\section*{Notes on sheet resistance and junction depth under an activation cap}

An anneal fixes two properties of a doped layer: how far the dopant has moved, and how much of it is electrically active. I want the lower limit that a cap on the active concentration places on the product of sheet resistance $R_s$ and junction depth $x_j$, and how far a diffused profile lies above that limit.

\subsection*{Premises and conventions}

Depth $x\ge 0$ runs inward from the surface. I write everything for donors in a $p$-type substrate; the acceptor case follows by exchanging the labels. Lengths are in nm, energies in eV, temperatures in K and concentrations in cm$^{-3}$; $q>0$ is the elementary charge.
\begin{enumerate}
\item[P1.] The active (ionised) donor concentration $N(x)$ depends on depth only and obeys $N(x)\le C_s$. Clustered or precipitated dopant is not counted in $N$.
\item[P2.] The substrate holds a uniform ionised acceptor concentration $C_B<C_s$. $N$ exceeds $C_B$ for $x<x_j$ and lies below it for $x>x_j$, which defines the metallurgical junction.
\item[P3.] Local neutrality: the electron density is $n=N-C_B$ for $x<x_j$, and holes there are negligible.
\item[P4.] The junction isolates the layer, so no lateral current flows in the substrate.
\item[P5.] The electron mobility $\mu$ is constant and transport is ohmic.
\end{enumerate}
I set $\beta=C_B/C_s$. P3 and P5 are sized further down.

\subsection*{Sheet resistance}

Take a strip of length $a$ along $y$ and width $w$, with a voltage $V_y$ between its ends. Far from the contacts nothing depends on $y$ except the linear potential drop, so $\partial E_x/\partial y=0$. In steady state $\nabla\times\mathbf E=0$, hence $\partial E_y/\partial x=0$: every depth sees the same field $E_y=V_y/a$. Since $n$ does not vary along $y$ there is no lateral diffusion current, and $J_y=q\mu nE_y$. By P4 the current is collected from $0<x<x_j$ only,
\begin{equation}
I_y=w\int_0^{x_j}J_y\,dx=\frac{w}{a}V_y\,q\mu\int_0^{x_j}n\,dx .
\end{equation}
The resistance is $V_y/I_y=R_s\,a/w$, which defines $R_s$, and with P3
\begin{equation}
\frac1{R_s}=q\mu Q_n,\qquad Q_n=\int_0^{x_j}\left[N(x)-C_B\right]dx .
\label{eq:Rs}
\end{equation}
At constant mobility $R_s$ counts the net active dose $Q_n$ and nothing else.

\subsection*{The bound}

By P1 the integrand of Eq.~(\ref{eq:Rs}) never exceeds $C_s-C_B$, so $Q_n\le(C_s-C_B)x_j$. All factors are positive, and inversion gives
\begin{equation}
R_sx_j\ \ge\ \frac{1}{q\mu(C_s-C_B)}\ >\ \frac{1}{q\mu C_s}\equiv\rho_s .
\label{eq:bound}
\end{equation}
The first relation is an equality only if $\int_0^{x_j}(C_s-N)\,dx=0$. The integrand is non-negative, so $N=C_s$ almost everywhere in the layer: the box profile. The simpler limit $\rho_s$, the resistivity of uncompensated material doped to the cap, is reached by the box as $\beta\to0$. The reason is that $R_sx_j$ is the inverse of the depth-averaged conductivity, and an average cannot exceed the maximum.

I define the shape factor
\begin{equation}
\Phi=\frac{R_sx_j}{\rho_s}=\frac{C_sx_j}{Q_n}>1,\qquad \Phi_{\rm box}=\frac{1}{1-\beta}.
\label{eq:Phi}
\end{equation}

\subsection*{The Gaussian profile}

Further premises: a dose $Q$ starts in a sheet at the surface much thinner than the final profile, the surface passes no dopant, all dopant is active, and the diffusivity $D$ depends on temperature but not on concentration or depth. Then $\partial_tN=D(T(t))\,\partial_x^2N$. The thermal budget $\tau=\int D\,dt$ removes the temperature history and leaves $\partial_\tau N=\partial_x^2N$. I try
\begin{equation}
N=\frac{Q}{\sqrt{\pi\tau}}\,e^{-x^2/4\tau}.
\end{equation}
Differentiation gives $\partial_\tau N=N\,(x^2/4\tau^2-1/2\tau)$ and $\partial_xN=-xN/2\tau$, so $\partial_x^2N=N\,(x^2/4\tau^2-1/2\tau)$ and the equation holds. The flux vanishes at $x=0$, the integral over $x>0$ equals $Q$ at every $\tau$, and the width goes to zero with $\tau$, so all conditions are met. With $\ell=2\sqrt\tau$ and the surface peak at the cap,
\begin{equation}
N=C_se^{-x^2/\ell^2},\qquad Q=\frac{\sqrt\pi}{2}C_s\ell .
\end{equation}
Setting $N(x_j)=C_B$ gives
\begin{equation}
x_j=u\ell,\qquad u=\sqrt{\ln(C_s/C_B)},\qquad e^{-u^2}=\beta .
\end{equation}
With $s=x/\ell$ and $\int_0^ue^{-s^2}ds=\tfrac{\sqrt\pi}{2}\operatorname{erf}u$, the net dose is $Q_n=C_s\ell\,G(u)$, where
\begin{equation}
G(u)=\int_0^u\left(e^{-s^2}-e^{-u^2}\right)ds=\frac{\sqrt\pi}{2}\operatorname{erf}u-ue^{-u^2}.
\end{equation}
In Eq.~(\ref{eq:Phi}) the length $\ell$ cancels:
\begin{equation}
R_sx_j=\frac{1}{q\mu C_s}\,\frac{u}{G(u)} .
\label{eq:exact}
\end{equation}
This is exact under the premises. The thermal budget enters only through $C_s$; at given $C_s$ and $C_B$, a larger $\ell$ (which needs a larger dose) trades $R_s$ against $x_j$ at a constant product.

To reach the short form I write $G=\tfrac{\sqrt\pi}{2}(1-\delta)$, so that
\begin{equation}
\delta=\operatorname{erfc}u+\frac{2u}{\sqrt\pi}\beta .
\end{equation}
The first term is the dose lying beyond the junction, the second the part compensated by the background, both as fractions of $Q$. Since $s/u\ge1$ for $s\ge u$,
\begin{equation}
\operatorname{erfc}u\le\frac{2}{\sqrt\pi}\int_u^\infty\frac su\,e^{-s^2}ds=\frac{\beta}{u\sqrt\pi},
\qquad
\delta\le\frac{2u\beta}{\sqrt\pi}\left(1+\frac{1}{2u^2}\right).
\end{equation}
This vanishes as $\beta\to0$, and Eq.~(\ref{eq:exact}) becomes
\begin{equation}
R_sx_j=\frac{\Phi_0}{1-\delta}\,\rho_s\ \simeq\ \frac{2\sqrt{\ln(C_s/C_B)/\pi}}{q\mu C_s},
\qquad \Phi_0=\frac{2u}{\sqrt\pi}.
\label{eq:lead}
\end{equation}
The short form is therefore the leading term for $C_s\gg C_B$, and it always lies below the exact value by the fraction $\delta$. I get $\delta=0.20$ at $C_s/C_B=10$ and $\delta=0.0097$ at $300$. It fails outright for weak contrast: $\Phi_0<1$ when $u^2<\pi/4$, that is $C_s/C_B<2.19$, which would contradict Eq.~(\ref{eq:bound}). The exact factor behaves differently. From $G'=2u^2e^{-u^2}$ one has $G\simeq\tfrac23u^3$ at small $u$, so $\Phi\simeq3/2u^2$ diverges. Stationary points of $\Phi=u/G$ are zeros of $H=G-uG'$. Here $H(0)=0$ and $H'=-uG''=4u^2(u^2-1)e^{-u^2}$, so $H$ falls until $u=1$ and then rises steadily to $\sqrt\pi/2$, crossing zero once. The crossing is at $u=1.51$, where $\Phi=2.15$. A surface-peaked Gaussian never comes closer to the limit than this factor.

\subsection*{Three neighbouring shapes}

\emph{Constant source.} If the surface is held at $C_s$, the solution for constant $D$ is $N=C_s\operatorname{erfc}(x/\ell)$: it solves the same equation because its $x$-derivative is proportional to the Gaussian above, and it has the right boundary and initial values. With $\operatorname{erfc}v=\beta$, integration by parts gives $\int_0^v\operatorname{erfc}s\,ds=v\operatorname{erfc}v+(1-e^{-v^2})/\sqrt\pi$. Compensation removes the first term, so
\begin{equation}
\Phi_{\rm erfc}=\frac{\sqrt\pi\,v}{1-e^{-v^2}} .
\end{equation}

\emph{Clipped Gaussian.} Let the chemical profile be $C_0e^{-s^2}$ with $C_0>C_s$, and let activation cut it off: $N=\min(C_s,C_0e^{-s^2})$. This crude picture lets inactive dopant spread like active dopant. The plateau ends at $s_0=\sqrt{\ln(C_0/C_s)}$, the junction lies at $u_0=\sqrt{\ln(C_0/C_B)}$, and
\begin{equation}
\Phi_{\rm clip}=\frac{u_0}{s_0+\frac{\sqrt\pi}{2}\frac{C_0}{C_s}\left(\operatorname{erf}u_0-\operatorname{erf}s_0\right)-\beta u_0}.
\end{equation}
Excess dose squares the active profile, at the price of inactive dopant near the surface.

\emph{Diffusivity proportional to concentration.} For $D=kN$ and a fixed dose, I substitute $N=At^{-1/3}(1-x^2/bt^{2/3})$ in $\partial_tN=\partial_x(kN\partial_xN)$. The left side is $-\tfrac13At^{-4/3}+Ax^2t^{-2}/b$ and the right side $-2kA^2t^{-4/3}/b+6kA^2x^2t^{-2}/b^2$; both pairs of terms match if $b=6kA$. The profile is a parabola $C_s(1-s^2)$, now with $s=x/x_f$ and front $x_f=\sqrt b\,t^{1/3}$. The junction is at $s=\sqrt{1-\beta}$, the net dose is $\tfrac23C_sx_f(1-\beta)^{3/2}$, and $\Phi_{\rm par}=3/[2(1-\beta)]$.

\subsection*{Relaxing constant mobility}

Let $\mu$ be a decreasing function of the total ionised concentration $N+C_B$. The strip argument then gives $1/R_s=q\int_0^{x_j}(N-C_B)\,\mu(N+C_B)\,dx$. If in addition $M\mu(M)$ increases with concentration $M$, then
\begin{equation}
(N-C_B)\,\mu(N+C_B)\le N\mu(N)\le C_s\,\mu(C_s),
\end{equation}
and the bound survives as $R_sx_j\ge1/[qC_s\mu(C_s)]$. The mobility to insert is the one at the cap. For the empirical form
\begin{equation}
\mu(M)=\mu_0+\frac{\mu_1}{1+y},\qquad y=(M/N_r)^{\eta},
\label{eq:mob}
\end{equation}
I find $d(M\mu)/dM=\mu_0+\mu_1[1+(1-\eta)y]/(1+y)^2$, positive for $\eta\le1$, so the condition holds. The Gaussian result is more sensitive. In Eq.~(\ref{eq:exact}), $\mu$ must be replaced by the carrier-weighted mean
\begin{equation}
\bar\mu=\frac{1}{G(u)}\int_0^u\left(e^{-s^2}-\beta\right)\mu\!\left(C_se^{-s^2}+C_B\right)ds ,
\label{eq:mean}
\end{equation}
which exceeds $\mu(C_s+C_B)$ because the flank of the profile is more lightly doped.

\subsection*{Illustration: a 100 $\Omega$/sq emitter}

I consider a phosphorus emitter in $p$-type silicon at 300 K with target $R_s=100\ \Omega$/sq. Assumed inputs, all typical in size: $C_s=10^{20}$ cm$^{-3}$, $C_B=10^{16}$ cm$^{-3}$, relative permittivity $11.7$, and for Eq.~(\ref{eq:mob}) $\mu_0=70$ and $\mu_1=1340$ cm$^2$/(V\,s), $N_r=9\times10^{16}$ cm$^{-3}$, $\eta=0.7$. These give $\mu(C_s)=79.8$ cm$^2$/(V\,s), which I round to $80$ for the constant-mobility model. Then
\begin{equation}
\rho_s=\frac{1}{q\mu C_s}=7.80\times10^{-4}\ \Omega\,\mathrm{cm}=7.80\times10^{3}\ \Omega\,\mathrm{nm},
\end{equation}
and Eq.~(\ref{eq:Rs}) asks for $Q_n=1/(q\mu R_s)=7.80\times10^{14}$ cm$^{-2}$ whatever the shape. The bound reads $x_j\ge\rho_s/R_s=78.0$ nm.

For the Gaussian, $u^2=\ln10^4=9.210$, $u=3.035$ and $\Phi_0=3.4245$. The two parts of $\delta$ are $1.8\times10^{-5}$ and $3.4\times10^{-4}$, so $\delta=3.6\times10^{-4}$ and $\Phi=3.4257$; the extra digits serve only to show that the two factors differ. Both give $x_j=267$ nm, with $\ell=88.1$ nm and $\tau=\ell^2/4=1.94\times10^{3}$ nm$^2$. For the other shapes I need $v=2.751$ and, with an assumed $C_0=5C_s$, $s_0=1.269$ and $u_0=3.289$.

\begin{center}
\begin{tabular}{lcc}
profile & $\Phi$ & $x_j=\Phi\rho_s/R_s$ (nm)\\ \hline
box & 1.00 & 78\\
parabola & 1.50 & 117\\
clipped Gaussian & 2.07 & 161\\
Gaussian & 3.43 & 267\\
erfc & 4.88 & 381
\end{tabular}
\end{center}

Numerical quadrature of Eq.~(\ref{eq:mean}) gives $\bar\mu=86.7$ cm$^2$/(V\,s), which moves the Gaussian junction to $247$ nm, about $8$ per cent shallower. This shift is far larger than $\delta$, so two figures are all that the constant-mobility formula supports here.

The same algebra read the other way constrains a transistor extension. With the same cap and mobility and an assumed $x_j=10$ nm, the model's floor is $R_s\ge780\ \Omega$/sq, and it scales as $1/(\mu C_s)$ for any other cap. Over an assumed background of $10^{18}$ cm$^{-3}$ a Gaussian has $\delta=0.027$ and $\Phi=2.49$, so the model gives $1.9$ k$\Omega$/sq.

\subsection*{Range of validity}

\emph{Neutrality (P3).} With Boltzmann statistics and $n\simeq N\gg C_B$, the potential is $\psi=(k_BT/q)\ln N+\text{const}$, so a Gaussian has $\psi''=-2k_BT/q\ell^2$. Poisson's equation $\varepsilon\psi''=-q(N-n)$ then gives
\begin{equation}
\frac{N-n}{N}=\frac{2L_D^2}{\ell^2},\qquad L_D^2=\frac{\varepsilon k_BT}{q^2N}.
\end{equation}
At 300 K, $k_BT=0.02585$ eV and $L_D=0.41$ nm at the surface, so the ratio is $4.3\times10^{-5}$; degeneracy changes it by a factor of order one. Extrapolated to $N=C_B$ it is $0.43$, which marks the depletion region. Let $Q_d$ be the electrons lost there per area. Gauss's law gives a field $qQ_d/\varepsilon$ at $x_j$. In the depletion approximation the net charge density on the substrate side is at most $qC_B$ in magnitude, so the field falls no faster than $qC_B/\varepsilon$ per unit length and the potential drop is at least $qQ_d^2/2\varepsilon C_B$. Hence $Q_d\le\sqrt{2\varepsilon C_BV_b/q}$. For an assumed barrier $qV_b=1$ eV this is $3.6\times10^{11}$ cm$^{-2}$, or $4.6\times10^{-4}$ of $Q_n$. This limit is comparable with $\delta$, so keeping $\delta$ while ignoring depletion gains nothing for this emitter. Even at the largest mobility $\mu_0+\mu_1$, these electrons would carry only $0.8$ per cent of the conductance. For the 10 nm Gaussian layer the same limit is $9$ per cent of $Q_n$. Depletion raises $R_s$, so the bound is safe. A positive charge in a passivating film acts the other way: an assumed $10^{12}$ cm$^{-2}$ would add electrons amounting to $1.3\times10^{-3}$ of $Q_n$, with local $n$ above $N$, and loosen the bound by about that fraction.

\emph{The bound} needs only P1--P4 and a conductivity that rises with doping up to the cap. It applies to a planar layer; on a textured cell $x$ is the local normal depth and the relation of $R_s$ to the projected area needs a geometric factor that I have not derived. The depth $x_j$ is metallurgical, defined at $C_B$, and a depth quoted at another reference concentration changes $u$.

\emph{The Gaussian formula} needs, beyond this, $C_s/C_B\gtrsim300$ for one per cent accuracy of the short form, full activation, no dopant loss or segregation at the surface, and a constant $D$. The last premise is the weakest. Diffusion by charged point defects is concentration independent only while $N$ stays below the intrinsic carrier density at the anneal temperature, typically about $4\times10^{18}$ cm$^{-3}$ in silicon at 1173 K, which $C_s$ exceeds by a factor of $25$. The parabola shows the possible size of the effect: $\Phi$ drops from $3.43$ to $1.50$, although the law $D\propto N$ itself gives way to a constant $D$ in the dilute tail. The shape is thus the dominant uncertainty, well ahead of mobility.

The model's answer for the emitter is a floor of $78$ nm and a Gaussian depth near $250$ nm. As typical knowledge and not as a measurement, industrial phosphorus-diffused emitters near 100 $\Omega$/sq have junctions roughly 300 to 400 nm deep, so the Gaussian model comes out shallow by about a fifth to two fifths. Such emitters typically show a narrow heavily doped surface zone followed by a fast-diffusing dilute tail, which adds much depth and little conductance and so raises $\Phi$ above the Gaussian value, while Eq.~(\ref{eq:bound}) remains satisfied.